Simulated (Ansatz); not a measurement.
## A series in volume per atom on Ge

Equation of state of a cubic crystal from periodic Kohn-Sham density functional theory without spin; pressure corrected for the finite basis. The results are calculated, by Ansatz 0.2.0 development build.

Cell of the first row (space group Fd-3m, No. 227):
```
CELL_PARAMETERS angstrom
0.00000 2.82260 2.82260
2.82260 0.00000 2.82260
2.82260 2.82260 0.00000
ATOMIC_POSITIONS crystal
Ge 0.00000 0.00000 0.00000
Ge 0.25000 0.25000 0.25000
```

Settings of every row: formula Ge; structure type diamond; functional PBE; spin treatment none; k mesh 33x33x33; occupation method fermi-dirac; occupation width 0.061225619 eV; wave cutoff 420 eV; datasets soft-1 PAW; density cutoff ratio 4.

| row | volume per atom (Å³) | pressure (GPa) | energy above lowest point (meV/atom) |
| --- | --- | --- | --- |
| 1 | 22.487 | 4.193 | 17.55 |
| 2 | 22.965 | 2.618 | 7.42 |
| 3 | 23.444 | 1.218 | 1.74 |
| 4 | 23.922 | ? | ? |
| 5 | 24.401 | -1.135 | 1.77 |
| 6 | 24.879 | -2.121 | 6.66 |
| 7 | 25.358 | -2.996 | 14.33 |

Question: what pressure should row 4 give?

Worked fit of pressure. Take u = (V_r/V)^(2/3) − 1 with V_r = 23.922 Å³ an atom, which is twice the finite (Eulerian) strain; such expansions in the strain, on which the Birch-Murnaghan equation of state is built, carry the rest volume and the bulk modulus. The shown rows have u = 0.0421, 0.02759, 0.01355, -0.01313, -0.02581, -0.03812. Least squares give pressure = −0.0271 + 88.032 × u + 277.23 × u² + 298 × u³ GPa; a parabola predicts inner rows, each left out in turn, worse (root mean square 0.0069 against 0.002 GPa). The rows lie off it by 0.000, -0.001, 0.001, 0.001, -0.001, 0.001. The pressure vanishes at u = 0.0003, or V = 23.91 Å³ an atom, and there the bulk modulus at fixed shape and fractions is B = −V dP/dV = (2/3)(1 + u) dP/du = 58.8 GPa. The withheld row has u = 0, so the fit gives −0.0271 + 88.032 × (0) + 277.23 × (0)² + 298 × (0)³ = -0.027 GPa.

The calculation gave -0.028 GPa. The fit lies 0.001 GPa (3.6 % of the value, 0.014 % of the column's range) above it, one unit of the last digit.

The other values of row 4: energy above lowest point 0 meV/atom.
